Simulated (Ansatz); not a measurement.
## A series in volume per atom on BiTe

Results calculated with Ansatz 0.2.0, not measured. Plane-wave density functional theory, PAW datasets, Gaussian smearing 0.05 eV: one cell in which all forces lie under 0.002 eV/angstrom; stress (xx yy zz yz xz xy) and pressure positive in compression; site moments are of spin alone; formation energy from the elements run alike, uncorrected.

Cell of the first row (space group Pm-3m, No. 221):
```
cell vectors (Å)
   3.8096     0.0000     0.0000
   0.0000     3.8096     0.0000
   0.0000     0.0000     3.8096
atoms (fractions of the cell vectors)
Bi  0.00000  0.00000  0.00000
Te  0.50000  0.50000  0.50000
```

Settings of every row: paw set soft_2; functional PBE; spin treatment none; moment partition spheres; spin axis none; wave cutoff 420 eV; k mesh 10x10x10; SCF start atoms; lower state search light; symmetry use detected.

Atom first moment, atom hubbard u: 0 on all atoms.

Limits: formation energy without spin-orbit coupling on heavy elements; the cell comes from a prototype or a list of computed structures and needn't be the stable phase.

```
row  volume per atom (Å³)  energy above relaxed cell (meV per atom)  pressure (GPa)  formation energy (eV per atom)
  1                27.644                                      37.3           5.563                          0.0853
  2                28.316                                         ?               ?                               ?
  3                28.669                                      10.8           2.799                          0.0588
  4                28.766                                      9.19           2.566                          0.0572
  5                29.365                                      2.19           1.208                          0.0502
  6                29.964                                         0           0.009                           0.048
  7                30.563                                      2.04          -1.017                            0.05
  8                31.163                                      7.59          -1.904                          0.0556
  9                32.062                                     21.56          -3.063                          0.0696
 10                32.961                                     41.59          -4.064                          0.0896
```

Question: what energy above relaxed cell and pressure should row 2 give?

Worked fit of energy above relaxed cell. Take u = (V_r/V)^(2/3) − 1 with V_r = 29.964 Å³ an atom, which is twice the finite (Eulerian) strain; such expansions in the strain, on which the Birch-Murnaghan equation of state is built, carry the rest volume and the bulk modulus. The shown rows have u = 0.05519, 0.02989, 0.02758, 0.01355, 0, -0.01311, -0.02582, -0.04411, -0.06157. Least squares give energy above relaxed cell = 0.039 + 3.09 × u + 11622 × u² + 10059 × u³ meV per atom; a parabola predicts inner rows, each left out in turn, worse (root mean square 0.48 against 0.081 meV per atom). The rows lie off it by 0.00, 0.02, 0.01, -0.05, -0.04, 0.07, 0.06, -0.09, 0.03 (root mean square 0.05 meV per atom). Its lowest point lies at u = -0.0001, or V = 29.97 Å³ an atom, and the curvature there gives the bulk modulus at fixed shape and fractions, B = (4/9)(1 + u)² E″(u)/V = 55.2 GPa. The withheld row has u = 0.03843, so the fit gives 0.039 + 3.09 × (0.03843) + 11622 × (0.03843)² + 10059 × (0.03843)³ = 17.89 meV per atom.

The calculation gave 17.95 meV per atom. The fit lies 0.06 meV per atom (0.14 % of the column's range) below it; its largest miss of a shown row is 0.09 meV per atom.

Worked fit of pressure. Take u = (V_r/V)^(2/3) − 1 with V_r = 29.964 Å³ an atom, which is twice the finite (Eulerian) strain; such expansions in the strain, on which the Birch-Murnaghan equation of state is built, carry the rest volume and the bulk modulus. The shown rows have u = 0.05519, 0.02989, 0.02758, 0.01355, 0, -0.01311, -0.02582, -0.04411, -0.06157. Least squares give pressure = 0.0349 + 83.888 × u + 290.27 × u² GPa; a straight line predicts inner rows, each left out in turn, worse (root mean square 0.28 against 0.029 GPa). The rows lie off it by 0.014, -0.003, -0.003, -0.017, -0.026, -0.002, 0.034, 0.038, -0.034 (root mean square 0.023 GPa). The withheld row has u = 0.03843, so the fit gives 0.0349 + 83.888 × (0.03843) + 290.27 × (0.03843)² = 3.687 GPa.

The calculation gave 3.692 GPa. The fit lies 0.005 GPa (0.052 % of the column's range) below it; its largest miss of a shown row is 0.038 GPa.

The other values of row 2: formation energy 0.066 eV per atom.
